**Arsenic core binding energies: size of each step between levels of theory**

The table holds ΔSCF binding energies of the free As atom, K to N23, from Dirac-Fock with Breit and QED terms and from Dirac-Kohn-Sham LDA and PBE without them, all spherical and spin-unpolarised, with screened-hole values and measured edges of the solid. The program fits nothing: it puts the functionals on the same footing as Dirac-Fock, sets nine combinations of level and reference against the five measured edges, forms shift-free intervals, and compares the K eigenvalue gap with half the hydrogenic 1s self-repulsion. Adding Breit and QED turns the K difference from Dirac-Fock into −2.3 eV for LDA and +19.1 eV for PBE, while both stay about 30 eV low at L1. The screened hole lowers Dirac-Fock by 9.8 to 9.9 eV and gives the smallest mean absolute deviation from measurement, 3.4 eV, with L1 worst at +7.5 eV. The hydrogenic estimate, 278 eV against 202 eV, gives the order of magnitude only.

Calculated values. Binding energies of the free As atom from the vacuum level by ΔSCF (radial B-spline Dirac-Fock and Kohn-Sham solver; Dirac equation, Fermi nucleus, spherical, no spin polarisation). Dirac-Fock is averaged over the configuration; LDA (VWN) and PBE omit Breit and QED terms. The screened hole has one more valence electron and models an edge from the Fermi level, as measured on the solid.

## Analysis program

```python
# Table: binding energies (eV) of free As by Delta-SCF, radial B-spline Dirac-Fock (with Breit, QED)
# and Dirac-Kohn-Sham LDA, PBE (without), spherical, unpolarised; screened hole; measured edges.
# Tested: size of each step between levels, like for like and against the measured edges.
T = {
    'shell': ['K', 'L1', 'L3', 'M1', 'M3', 'M4', 'M5', 'N1', 'N23'],
    'df': [11874.8, 1544.4, 1332.4, 217.1, 151.9, 49.3, 48.6, 18.4, 8.4],  # eV
    'bq': [-24.72, -2.09, -1.37, -0.25, -0.11, 0.01, 0.04, -0.01, 0.0],  # eV
    'd_LDA': [22.4, -29.6, -4.4, -16.6, -9.4, 2.3, 2.2, 1.1, 1.0],  # eV
    'e_LDA': [202.3, 31.1, 37.5, 11.0, 10.8, 10.2, 10.2, 4.8, 4.0],  # eV
    'd_PBE': [43.8, -27.4, -3.8, -15.8, -9.2, 2.0, 1.9, 0.8, 0.8],  # eV
    'e_PBE': [202.9, 30.9, 37.4, 11.0, 10.7, 10.2, 10.2, 4.8, 4.0],  # eV
    'screened': [11864.9, 1534.5, None, 207.2, None, 39.5, 38.8, None, None],  # eV
    'measured': [11867.0, 1527.0, None, 204.7, None, 41.7, 41.7, None, None],  # eV
}
import numpy as np
from scipy.constants import physical_constants as pc
Ha = pc['Hartree energy in eV'][0]
sh = T['shell']
ix = {s: i for i, s in enumerate(sh)}
A = {k: np.array([np.nan if v is None else v for v in T[k]], float) for k in T if k != 'shell'}
df, bq, scr, ms = A['df'], A['bq'], A['screened'], A['measured']
L, P = df + A['d_LDA'], df + A['d_PBE']
dL, dP = A['d_LDA'] + bq, A['d_PBE'] + bq
eL, eP = L - A['e_LDA'], P - A['e_PBE']
print('All in eV. Rounding: about 0.1-0.15 on differences, 0.5 more for measured K and L1')
print('shell | bq % of DF | LDA+bq-DF (%) | PBE+bq-DF (%) | PBE-LDA | -eps LDA | -eps PBE | e LDA % of dSCF')
for i, s in enumerate(sh):
    print(f'{s:4s}| {100*bq[i]/df[i]:5.2f} | {dL[i]:6.1f} ({100*dL[i]/df[i]:5.2f}) | {dP[i]:6.1f} ({100*dP[i]/df[i]:5.2f}) | '
          f'{P[i]-L[i]:5.1f} | {eL[i]:8.1f} | {eP[i]:8.1f} | {100*A["e_LDA"][i]/L[i]:4.1f}')
de = np.abs(A['e_LDA'] - A['e_PBE']).max()
print(f'largest |e LDA - e PBE| {de:.1f}; largest |bq| outside K {np.abs(bq[1:]).max():.2f}')
m = ~np.isnan(ms)
shift = df - scr
print('DF - screened:', ', '.join(f'{sh[i]} {shift[i]:.1f}' for i in np.where(m)[0]))
lv = {'DF vacuum': df, 'DF screened': scr, 'DF screened, no bq': scr - bq,
      'LDA dSCF vacuum': L, 'PBE dSCF vacuum': P, 'LDA+bq-DF shift': L + bq - shift,
      'PBE+bq-DF shift': P + bq - shift, '-eps LDA': eL, '-eps PBE': eP}
print('less measured edge: ' + ' '.join(sh[i] for i in np.where(m)[0]) + ' | mean abs | rows within 1, 3, 10 eV')
mae = {}
for k, v in lv.items():
    r = np.round((v - ms)[m], 2)
    mae[k] = np.abs(r).mean()
    cnt = [int((np.abs(r) <= t).sum()) for t in (1, 3, 10)]
    print(f'{k:19s}' + ' '.join(f'{x:7.1f}' for x in r) + f' | {mae[k]:5.1f} | {cnt}')
print('interval to M4 (constant shift drops out): measured | DF, LDA+bq, PBE+bq less measured')
j = ix['M4']
for s in ('K', 'L1', 'M1'):
    i = ix[s]
    d = ms[i] - ms[j]
    print(f'{s}-M4: {d:.1f} | ' + ', '.join(f'{v[i]-v[j]-d:.1f}' for v in (df, L + bq, P + bq)))
k, l3 = ix['K'], ix['L3']
ka = df[k] - df[l3]
print(f'K-L3: DF {ka:.1f}; bq part {bq[k]-bq[l3]:.1f}; LDA-DF {L[k]-L[l3]-ka:.1f}, with bq {dL[k]-dL[l3]:.1f}; '
      f'PBE-DF {P[k]-P[l3]-ka:.1f}, with bq {dP[k]-dP[l3]:.1f}')
print('M4-M5: ' + ', '.join(f'{n} {v[j]-v[j+1]:.1f}' for n, v in (('DF', df), ('LDA', L), ('PBE', P), ('measured', ms))))
# typed from further outputs of the same runs: DF Koopmans and relaxation, K parts, half-occupied LDA, 4p data
kp = {'K': (11951.7, -52.205), 'L1': (1573.2, -26.7502), 'L3': (1362.4, -28.6151), 'M1': (225.66, -8.3366)}
gaunt, ret, freq, se, vp = -17.8515, 1.14288, 0.0533733, -8.95098, 0.882564
half = [0.33, -0.18, -0.21, -0.13, -0.13, -0.15, -0.15, -0.06, -0.06]
ie_meas, ie_lda = 9.78855, 9.32367
print('DF parts: Koopmans | relaxation | Koopmans-DF | sum of parts-DF | e LDA')
for s, (a, r) in kp.items():
    i = ix[s]
    print(f'{s}: {a:.1f} | {r:.1f} | {a-df[i]:.1f} | {a+r+bq[i]-df[i]:.1f} | {A["e_LDA"][i]:.1f}')
print(f'K bq: Breit {gaunt+ret+freq:.2f} (Gaunt {gaunt:.2f}), QED {se+vp:.2f} (self-energy {se:.2f}), sum {gaunt+ret+freq+se+vp:.2f}')
print(f'LDA half-occupied eigenvalue less dSCF: largest size {max(map(abs, half)):.2f} (K), {max(map(abs, half[1:])):.2f} elsewhere')
J2 = 5/16*(33 - 5/16)*Ha
print(f'half hydrogenic 1s self-repulsion {J2:.0f}; e LDA at K is {A["e_LDA"][k]/J2:.2f} of it (order only)')
n = ix['N23']
print(f'N23 less measured ionisation energy {ie_meas:.2f}: DF {df[n]-ie_meas:.1f}, LDA {ie_lda-ie_meas:.2f}, PBE {P[n]-ie_meas:.1f}')
print(f'SCF runs for {len(sh)} shells: eigenvalues 1, dSCF {len(sh)+1}, half occupation {len(sh)}')
assert A['d_LDA'][k] > 0 > dL[k] and dP[k] > 10
assert np.all((shift[m] > 9.7) & (shift[m] < 10.0))
assert np.all(A['e_LDA'] > 0) and de < 0.7
assert mae['DF screened'] == min(mae.values())
```

Running it gives:

```
All in eV. Rounding: about 0.1-0.15 on differences, 0.5 more for measured K and L1
shell | bq % of DF | LDA+bq-DF (%) | PBE+bq-DF (%) | PBE-LDA | -eps LDA | -eps PBE | e LDA % of dSCF
K   | -0.21 |   -2.3 (-0.02) |   19.1 ( 0.16) |  21.4 |  11694.9 |  11715.7 |  1.7
L1  | -0.14 |  -31.7 (-2.05) |  -29.5 (-1.91) |   2.2 |   1483.7 |   1486.1 |  2.1
L3  | -0.10 |   -5.8 (-0.43) |   -5.2 (-0.39) |   0.6 |   1290.5 |   1291.2 |  2.8
M1  | -0.12 |  -16.9 (-7.76) |  -16.1 (-7.39) |   0.8 |    189.5 |    190.3 |  5.5
M3  | -0.07 |   -9.5 (-6.26) |   -9.3 (-6.13) |   0.2 |    131.7 |    132.0 |  7.6
M4  |  0.02 |    2.3 ( 4.69) |    2.0 ( 4.08) |  -0.3 |     41.4 |     41.1 | 19.8
M5  |  0.08 |    2.2 ( 4.61) |    1.9 ( 3.99) |  -0.3 |     40.6 |     40.3 | 20.1
N1  | -0.05 |    1.1 ( 5.92) |    0.8 ( 4.29) |  -0.3 |     14.7 |     14.4 | 24.6
N23 |  0.00 |    1.0 (11.90) |    0.8 ( 9.52) |  -0.2 |      5.4 |      5.2 | 42.6
largest |e LDA - e PBE| 0.6; largest |bq| outside K 2.09
DF - screened: K 9.9, L1 9.9, M1 9.9, M4 9.8, M5 9.8
less measured edge: K L1 M1 M4 M5 | mean abs | rows within 1, 3, 10 eV
DF vacuum              7.8    17.4    12.4     7.6     6.9 |  10.4 | [0, 0, 3]
DF screened           -2.1     7.5     2.5    -2.2    -2.9 |   3.4 | [0, 4, 5]
DF screened, no bq    22.6     9.6     2.8    -2.2    -2.9 |   8.0 | [0, 3, 4]
LDA dSCF vacuum       30.2   -12.2    -4.2     9.9     9.1 |  13.1 | [0, 0, 3]
PBE dSCF vacuum       51.6   -10.0    -3.4     9.6     8.8 |  16.7 | [0, 0, 4]
LDA+bq-DF shift       -4.4   -24.2   -14.3     0.1    -0.7 |   8.7 | [2, 2, 3]
PBE+bq-DF shift       17.0   -22.0   -13.6    -0.2    -1.0 |  10.7 | [2, 2, 2]
-eps LDA            -172.1   -43.3   -15.2    -0.3    -1.1 |  46.4 | [1, 2, 2]
-eps PBE            -151.3   -40.9   -14.4    -0.6    -1.4 |  41.7 | [1, 2, 2]
interval to M4 (constant shift drops out): measured | DF, LDA+bq, PBE+bq less measured
K-M4: 11825.3 | 0.2, -4.4, 17.3
L1-M4: 1485.3 | 9.8, -24.2, -21.7
M1-M4: 163.0 | 4.8, -14.4, -13.3
K-L3: DF 10542.4; bq part -23.3; LDA-DF 26.8, with bq 3.5; PBE-DF 47.6, with bq 24.2
M4-M5: DF 0.7, LDA 0.8, PBE 0.8, measured 0.0
DF parts: Koopmans | relaxation | Koopmans-DF | sum of parts-DF | e LDA
K: 11951.7 | -52.2 | 76.9 | -0.0 | 202.3
L1: 1573.2 | -26.8 | 28.8 | -0.0 | 31.1
L3: 1362.4 | -28.6 | 30.0 | 0.0 | 37.5
M1: 225.7 | -8.3 | 8.6 | -0.0 | 11.0
K bq: Breit -16.66 (Gaunt -17.85), QED -8.07 (self-energy -8.95), sum -24.72
LDA half-occupied eigenvalue less dSCF: largest size 0.33 (K), 0.21 elsewhere
half hydrogenic 1s self-repulsion 278; e LDA at K is 0.73 of it (order only)
N23 less measured ionisation energy 9.79: DF -1.4, LDA -0.46, PBE -0.6
SCF runs for 9 shells: eigenvalues 1, dSCF 10, half occupation 9
```
